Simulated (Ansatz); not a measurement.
## Ba: energy above lowest point against volume scale

Results calculated with Ansatz 0.2.0, not measured. Free energy against uniform scaling of the volume at fixed shape and fractions; periodic cell, basis, potentials, k mesh and filling as listed.

The cell before it is scaled or strained (space group P6/mmm, No. 191):
```
Ba
1.0
      4.3259     0.0000     0.0000
     -2.1630     3.7464     0.0000
      0.0000     0.0000     3.9264
Ba
1
Direct
  0.00000 0.00000 0.00000
```

Settings of every row: functional r2SCAN; dispersion none; potentials PAW; wave cutoff 600 eV; density cutoff 2400 eV; k mesh 8x8x7; k shift 0x0x0; occupations cold; smearing width 0.1 eV; spin none.

Limits: coarse k mesh, up to 40 meV an atom off; no spin-orbit coupling, which can matter with elements this heavy; the cell comes from a prototype or a list of computed structures and needn't be the stable phase.

| row | volume scale | V (Å³/atom) | energy above lowest point (meV/atom) |
| --- | --- | --- | --- |
| 1 | 0.9406 | 59.854 | 2.1 |
| 2 | 0.9703 | 61.743 | 0 |
| 3 | 1 | 63.633 | 0.9 |
| 4 | 1.0297 | 65.523 | ? |
| 5 | 1.0594 | 67.413 | 10.4 |

Question: what energy above lowest point should row 4 give?

Worked fit of energy above lowest point. Take u = (V_r/V)^(2/3) − 1 with V_r = 62.688 Å³ an atom, which is twice the finite (Eulerian) strain; such expansions in the strain, on which the Birch-Murnaghan equation of state is built, carry the rest volume and the bulk modulus. The shown rows have u = 0.03132, 0.01018, -0.00993, -0.04729. Least squares give energy above lowest point = 0.09 − 48 × u + 3593 × u² meV/atom; a straight line predicts inner rows, each left out in turn, worse (root mean square 3.5 against 0.054 meV/atom). All shown rows lie on it to the printed digit. Its lowest point lies at u = 0.0067, or V = 62.07 Å³ an atom, and the curvature there gives the bulk modulus at fixed shape and fractions, B = (4/9)(1 + u)² E″(u)/V = 8.36 GPa. Letting shape and atoms relax would as a rule lower it, by much in layered, chain or molecular crystals. The withheld row has u = -0.02906, so the fit gives 0.09 − 48 × (-0.02906) + 3593 × (-0.02906)² = 4.5 meV/atom.

The calculation gave 4.5 meV/atom. The fit meets it to the printed digit.
